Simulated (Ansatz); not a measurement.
## BH2Cl (SMILES [H]B([H])Cl): methods side by side

The species is BH2Cl (4 atoms), meant as a singlet with charge 0. As SMILES, `[H]B([H])Cl`. Geometry: relaxed at GFN2-xTB.

```csv
atom,x (Å),y (Å),z (Å)
B,0.0693,0.1144,-0.0004
H,1.2401,0.0707,0.0155
H,-0.5121,1.1316,-0.0190
Cl,-0.7973,-1.3167,0.0038
```

Quantity: the energy change with the B1–H3 bond stretched from 1.172 to 1.758 Å, in eV. The values are calculated.

```
                      level                    kind  program  value (eV)  less FCI/STO-3G  CPU time (all runs)
     HF/STO-3G (restricted)            Hartree–Fock   Ansatz        3.18            +0.84               0.14 s
  SVWN5/STO-3G (restricted)                     LDA   Ansatz        2.45            +0.11               0.94 s
 r2SCAN/STO-3G (restricted)                meta-GGA   Ansatz        2.53            +0.19                3.4 s
  B3LYP/STO-3G (restricted)           global hybrid   Ansatz        2.53            +0.19                1.4 s
wB97M-V/STO-3G (restricted)  range-separated hybrid   Ansatz        2.64            +0.30                 21 s
  wB97X/STO-3G (restricted)  range-separated hybrid   Ansatz        2.68            +0.34                6.6 s
    MP2/STO-3G (restricted)     perturbation theory   Ansatz        2.70            +0.36               0.16 s
  CCSDT/STO-3G (restricted)   coupled cluster or CI   Ansatz        2.34             0.00               0.31 s
 CCSDTQ/STO-3G (restricted)   coupled cluster or CI   Ansatz        2.34             0.00                3.1 s
                 FCI/STO-3G      exact in the basis   Ansatz        2.34             0.00               0.61 s
```

FCI/STO-3G is exact within its basis and frozen core, so for wave-function methods in that basis the difference is their error; functionals converge differently with the basis, so for them it is only a difference. Spin-restricted single references rise too steeply as a bond breaks, Hartree–Fock most of all. The first shape isn't each level's own minimum. The values span 2.34 to 3.18 eV. All rows use very small basis sets, so even the best lies far from the true value. CPU times are rough (shared hosts, several kinds of processor): they show what a rung costs within a factor of a few.

Stretching the B–H bond narrows the gap between its σ and σ* orbitals, so the σ² → σ*² double excitation gains weight and left–right correlation lowers the energy more at the stretched geometry than at the starting one. Hartree–Fock lacks this contribution and lies 0.84 eV above FCI. MP2 recovers more than half of the difference, but a second-order treatment still leaves +0.36 eV. CCSDT already matches FCI to the printed precision, so connected quadruples have no visible effect on this energy change, and the bond is still well within reach of a single-reference expansion.

Among the functionals, the range-separated hybrids give the largest values, probably because semilocal exchange mimics some left–right correlation that exact exchange removes. The equal results of r2SCAN and B3LYP show that the exchange fraction alone doesn't set the order. SVWN5 comes closest to FCI, which probably reflects error cancellation rather than a better description of the bond. The energy change is for a partial stretch and isn't a B–H dissociation energy.
